An electron leaving a +4 ion ends up far from an ion of charge +5. If it felt only that charge, its binding would be hydrogenic, $(q+1)^2\,\mathrm{Ry}/n^2$, with $q=4$, Ry the Rydberg energy and $n$ the principal quantum number. The numerator is $25\,\mathrm{Ry}=340.1$ eV, and for $n=5$ the estimate is $340.1/25=13.6$ eV. The 5s and 5p ions below are bound about four times more strongly, because the orbital dips into the core, where the nucleus is less screened. The usual repair keeps the numerator and replaces $n$ by an effective quantum number,

$$\mathrm{IE}=\frac{340.1\ \text{eV}}{n^{*2}},\qquad n^*=n-\delta ,$$

with $\delta$ the quantum defect. The ionisation energy IE is here a difference of total energies from spherical, spin-unpolarised Dirac Kohn-Sham atoms with BLYP. The configurations are taken from NIST and need not be the lowest at this level of calculation, which the rows do not test.

Ions of charge +4 from In to Xe, computed with the radks radial solver with Libxc: spherical all-electron Dirac Kohn-Sham atoms, BLYP functional, no spin polarisation, Fermi nucleus. Configurations are NIST's ground configurations, with j = l − 1/2 subshells filled first. The ionisation energy is a difference of total energies.

| species | Z | electrons | configuration | electron removed from | ionisation energy (eV) | −ε(highest occupied) (eV) | highest level mean radius (bohr) | highest level | NIST table (eV) | kind of table value | stated uncertainty (eV) | computed less table (eV) | −ε / IE |
| --- | --- | --- | --- | --- | --- | --- | --- | --- | --- | --- | --- | --- | --- |
| In4+ | 49 | 45 | [Kr] 4d9 | 4d | 73.5867 | 64.531 | 1.1167 | 4d5/2 | 69.3 | semi-empirical | 1.2 | 4.29 | 0.877 |
| Sn4+ | 50 | 46 | [Kr] 4d10 | 4d | 76.3914 | 67.073 | 1.0767 | 4d5/2 | 77.03 | measured | 0.04 | -0.639 | 0.878 |
| Sb4+ | 51 | 47 | [Kr] 4d10 5s1 | 5s | 55.6981 | 49.978 | 1.9551 | 5s1/2 | 55 | semi-empirical | 0.1 | 0.698 | 0.897 |
| Te4+ | 52 | 48 | [Kr] 4d10 5s2 | 5s | 59.2593 | 53.330 | 1.8718 | 5s1/2 | 59.3 | measured | 0.9 | -0.0407 | 0.900 |
| I4+ | 53 | 49 | [Kr] 4d10 5s2 5p1 | 5p | 51.2571 | 45.692 | 1.9963 | 5p1/2 | 51.52 | measured | 0.04 | -0.263 | 0.891 |
| Xe4+ | 54 | 50 | [Kr] 4d10 5s2 5p2 | 5p | 54.6036 | 48.798 | 1.9038 | 5p1/2 | 54.1 | semi-empirical | 0.5 | 0.504 | 0.894 |

$Z$ is the nuclear charge, and $Z$ less the number of electrons is 4 in every row. The symbol $\varepsilon$ is the Kohn-Sham eigenvalue of the highest occupied level, whose label carries the total angular momentum $j$, and $\langle r\rangle$ below is the mean radius of that level. "Computed less table" is the difference from the NIST value.

**The shell comes first**

The six ions are three pairs: In4+ and Sn4+ lose a 4d electron, Sb4+ and Te4+ a 5s electron, I4+ and Xe4+ a 5p electron. A +4 ion of this block has lost four of its outer electrons, so the count must be made afresh: 46 electrons close the 4d shell, 48 the 5s shell. The energy rises within each pair and falls at each change of shell, by 20.7 eV from Sn to Sb and by 8.0 eV from Te to I. The radius column shows the first change directly, with a jump from 1.08 to 1.96 bohr. The second change moves the radius far less, from 1.87 to 2.00 bohr.

Inverting the formula row by row gives $n^*$ near 2.1 for 4d, 2.4 to 2.5 for 5s and 2.5 to 2.6 for 5p. The 5s defects (2.53 and 2.60) exceed the 5p defects (2.42 and 2.50). These belong to different ions, and within a pair the defect grows by 0.07 to 0.08 per element, so in one and the same ion the gap between 5s and 5p should be wider than these figures show. The standard explanation is the centrifugal term $l(l+1)/2r^2$, which is absent for s and keeps a p electron out of the innermost region. Relativity stabilises s and p1/2 levels as well and is contained in these numbers; with Dirac results alone its share cannot be separated.

For 4d the picture of an outer orbit fails. The most strongly bound hydrogenic d level has $n=3$, which in a charge of +5 means $340.1/9=37.8$ eV, half the computed value. Its mean radius would be $(3n^2-l(l+1))/(2\cdot 5)=2.1$ bohr, and the computed one is 1.1 bohr. The 4d electron sits inside the ion among nine or ten electrons of its own shell, and its $n^*$ is only a way of storing the energy.

The same caution holds, more mildly, for the numerator. All rows have the same charge, so the factor 25 is never tested: any other constant would be absorbed into $n^*$. The values of $n^*$ belong to charge +4, and carrying them to +3 or +5 with only the numerator changed is not supported by these rows. Theory says that the defects of orbitals that penetrate the core shrink as the charge grows along an isoelectronic sequence, since the long-range field then counts for more against the core.

**The step within a pair**

Going from the first to the second ion of a pair adds a proton and an electron to the same shell. If the new electron screened the proton completely, the energy would hardly move. It spends much of its time at the same radius as its partner and so screens only in part. Slater's rules turn this into a number with nothing fitted. Each of the $m$ electrons of the outer group has energy $-\mathrm{Ry}\,\zeta^2/n_S^2$, with $\zeta$ the screened charge and $n_S$ Slater's effective quantum number (4.0 for the fifth shell, 3.7 for the fourth). Removing one electron raises $\zeta$ of the others by 0.35, so

$$\mathrm{IE}=\frac{\mathrm{Ry}}{n_S^2}\left[m\zeta^2-(m-1)(\zeta+0.35)^2\right].$$

For Sb4+ the 28 innermost electrons screen fully and the 18 of the fourth shell by 0.85 each, so $\zeta=51-28-15.3=7.70$, $m=1$ and IE $=0.850\times59.3=50.4$ eV. For Te4+ the added proton and the partner give $\zeta=7.70+1-0.35=8.35$ with $m=2$. The bracket is $2\times8.35^2-8.70^2=63.8$ and IE $=54.2$ eV. The step is 3.8 eV. It is smaller than the change of the one-electron term alone, because the electron left behind is freed from its partner's repulsion. Its energy falls by about 5 eV, which pays back part of the cost. Almost all of this is the lost repulsion itself: the contraction of the remaining orbital contributes only $\mathrm{Ry}\times0.35^2/16$, about 0.1 eV.

Slater's steps for the 4d, 5s and 5p pairs are 2.3, 3.8 and 3.7 eV, and the computed ones are 2.80, 3.56 and 3.35 eV. The size and the order match the calculation, which is consistent with partial same-shell screening but is weak support for it. The bracket is a small difference of large terms: changing 0.35 by 0.05 in the formula moves every step by more than an electronvolt, and at 0.40 the 4d step vanishes. The absolute values are poor: about 38% below the computed energy for 4d, 9% below for 5s and 13% above for 5p. The rules also give a rise at both changes of shell where the calculation gives a fall. For Te to I the reason is built in, as s and p share one group. Slater's rules therefore give the sign and rough size of the step, through a delicate cancellation, and are useless for the level.

**The rule and two worked rows**

The two observations combine into

$$\mathrm{IE}\approx\frac{340.1\ \text{eV}}{n^{*2}}+k\times3.2\ \text{eV},\qquad n^*=2.15\ (4d),\ 2.47\ (5s),\ 2.57\ (5p),$$

with $k=0$ for the first ion of a pair (In, Sb, I) and $k=1$ for the second. The constants come from a least-squares fit to all six computed energies: the step is the mean of the three pair steps, 3.24 eV, and each $n^*$ follows from the pair's mean energy less half a step. All were then rounded.

Sn4+ has $50-4=46$ electrons, [Kr] 4d10, so a 4d electron leaves and $k=1$. Then $2.15^2=4.6225$, $340.1/4.6225=73.58$ eV, and adding 3.2 gives 76.78 eV. The computed value is 76.39 eV and the measured NIST value 77.03 eV.

Te4+ has 48 electrons, two beyond the closed 4d shell, so a 5s electron leaves and $k=1$. Then $2.47^2=6.101$, $340.1/6.101=55.75$ eV, and the sum is 58.95 eV against a computed 59.26 eV.

Both rows were part of the fit, and Sn4+ is its worst row at +0.39 eV, or 0.5% of the computed energy. The rms deviation over the six rows is 0.23 eV. Four constants on six rows leave little room to fail, so this figure says less than it seems to. Rounding $n^*$ by 0.005 alone moves the result by 0.2 to 0.3 eV, and the near-perfect match for In4+ is an accident of that rounding.

A fairer test predicts the second ion of each pair from the computed first ion, with the step averaged over the other two pairs. The errors are +0.65 eV for Sn4+, −0.49 eV for Te4+ and −0.16 eV for Xe4+, and about half an electronvolt is the honest accuracy of the step against the calculation. The NIST steps for the 5s and 5p pairs are 4.30 and 2.58 eV, uncertain by about 0.9 and 0.5 eV, so against them 3.2 eV is good only to about an electronvolt. The same test with the step expressed as a common fall in $n^*$ is worse in all three pairs and misses Sn4+ by 2.8 eV. The fall is 0.040 for 4d and about twice that for 5s and 5p, and an error in $n^*$ is magnified as $1/n^{*3}$. That the step is more nearly constant in eV is an observation on three pairs, in line with Slater's numbers, and not a law.

Cruder versions show what each constant buys. One $n^*$ of 2.35 for all rows, taken from the mean energy, errs by up to 21% of the computed value. Three values without a step, each from a pair's mean, err by 2 to 3%. Knowing the shell removes most of the error, and the step is a refinement.

**Where the step stops applying**

The step of 3.2 eV holds only when the added electron enters the shell that is being ionised. The 4d5/2 eigenvalues of the same calculations show what happens otherwise. From In to Sn, where the new electron is a 4d one, the level sinks by 2.54 eV. From Sn to I, where the new electrons are 5s and 5p and lie at about twice the radius, it sinks by 8.92 eV per element on average. An unscreened proton would lower the level by $\langle 1/r\rangle$ in atomic units, which for 4d5/2 in these calculations amounts to 32 eV in In4+ and 39 eV in I4+. An added 4d electron, with the response of the other electrons, cancels over nine tenths of this. An electron that stays mostly outside the 4d shell repels a 4d electron less, raising the level by roughly the inverse of its own larger radius, and the cancellation falls to about three quarters. By I4+ the 4d5/2 level lies 48 eV below 5p1/2. The 4d line of the rule must not be continued past Sn to estimate inner-shell ionisation.

The 5p constant has its own boundary. With the lower $j$ subshell filled first, I4+ is 5p1/2 with one electron and Xe4+ has that subshell closed. The next electron would enter 5p3/2, which spin-orbit coupling binds less strongly, so in calculations of this kind a third step of 3.2 eV should overshoot. This is argued from the order of the levels and not tested by any row.

**Against the NIST values**

The rule reproduces a calculation, and the calculation has errors of its own. Without In4+ the rms deviation from NIST is 0.49 eV for the calculation and 0.47 eV for the rule. The near equality means that the rule adds little to the error of the method, not that it improves on it. For Sn4+, Sb4+ and I4+ the computed error is 16, 7 and 6.6 times the stated uncertainty and so is real. For Xe4+ it equals the uncertainty, and the −0.04 eV of Te4+ lies deep inside ±0.9 eV and shows no special accuracy.

In4+ is the exception: calculation and rule are both 4.3 eV above a semi-empirical value of 69.3 ± 1.2 eV. The NIST step from In to Sn is 7.7 eV, against 2.80 eV computed. One argument gives the right sign. In4+ is a 4d shell with one hole, and ionising it leaves two holes, whose ground term is lowered by exchange and by angular correlation. A spherical, unpolarised product ion has neither gain, so its energy and with it the ionisation energy come out too high. The term lowering cannot supply all of the 4.3 eV. The ground term of $d^8$ lies at most about $0.13F^2$ below the average of the configuration, with $F^2$ the Slater integral of the 4d shell, so 4.3 eV would need $F^2$ near 33 eV, while $F^2$ lies well below $\langle 1/r\rangle$ of the 4d level, 32 eV. The rest must lie in the functional's treatment of the spherical open shell or in the reference. The neglect of spin polarisation cannot be the sole source of error along the series. It would push Sn4+ (closed shell to one hole) up and Sb4+ (one unpaired electron to none) down, and the errors are −0.64 and +0.70 eV. Unresolved terms do not explain these two rows or I4+ either, since each goes between closed subshells and a single electron or hole in one $j$ level. The absent Breit and QED terms are expected to be far smaller than half an electronvolt for valence levels at this $Z$, though no row tests them. That leaves BLYP, applied to a spherical density, as the likely main source, with the caution that the Sb4+ reference is semi-empirical. For In4+ the rule therefore needs a margin of several eV; no other row leaves two holes in a d shell, so nothing more general follows.

**If an eigenvalue is at hand**

The eigenvalue is not the ionisation energy: $-\varepsilon$ falls short by 5.6 to 9.3 eV, and the ratio $-\varepsilon/\mathrm{IE}$ runs from 0.877 to 0.900. Janak's theorem gives the form of the correction. The eigenvalue is the slope $\partial E/\partial f$ of the total energy with respect to the occupation $f$, so IE $=-\int_0^1\varepsilon(f)\,df$. For the exact functional the slope is constant between integers and $-\varepsilon=\mathrm{IE}$. In a semilocal functional an electron repels part of its own charge, and the level sinks as it is emptied. With $\varepsilon(f)\approx\varepsilon(1)-U(1-f)$ the integral is IE $=-\varepsilon(1)+U/2$.

If $U$ is a Coulomb self-repulsion it should scale as $1/\langle r\rangle$. For a hydrogenic 1s orbital the self-repulsion integral is $5Z/8$ hartree and $\langle r\rangle=3/(2Z)$ bohr, so half their product is 0.47 hartree bohr. Relaxation of the other electrons and partial cancellation by exchange should lower this, so only the order of size is predicted. The shortfall times $\langle r\rangle$ is 0.37 hartree bohr for both 4d rows and 0.41 for the four 5s and 5p rows. The scaling is thus good within a type of shell and imperfect between types: the mean 4d shortfall is 1.60 times that of 5s and 5p, while the inverse radii stand in the ratio 1.76.

A single constant, fitted by least squares to the six shortfalls, gives IE $\approx-\varepsilon+10.5\ \text{eV bohr}/\langle r\rangle$ with an rms error of 0.34 eV, high for 4d and low for the rest. For I4+, one of the fitted rows, this is $45.69+10.5/1.996=50.95$ eV against a computed 51.26 eV. Dividing $-\varepsilon$ by a fixed 0.887, fitted the same way, has twice the rms error, although it does slightly better on I4+ itself. Both constants belong to BLYP at this charge.

The working order is then: count the electrons of the ion and find the subshell that loses one, take 340 eV over $n^{*2}$ for that subshell, and add about 3 eV only if proton and electron were added to the same subshell. The result should be quoted to the nearest electronvolt, and for In4+ with a margin of several.
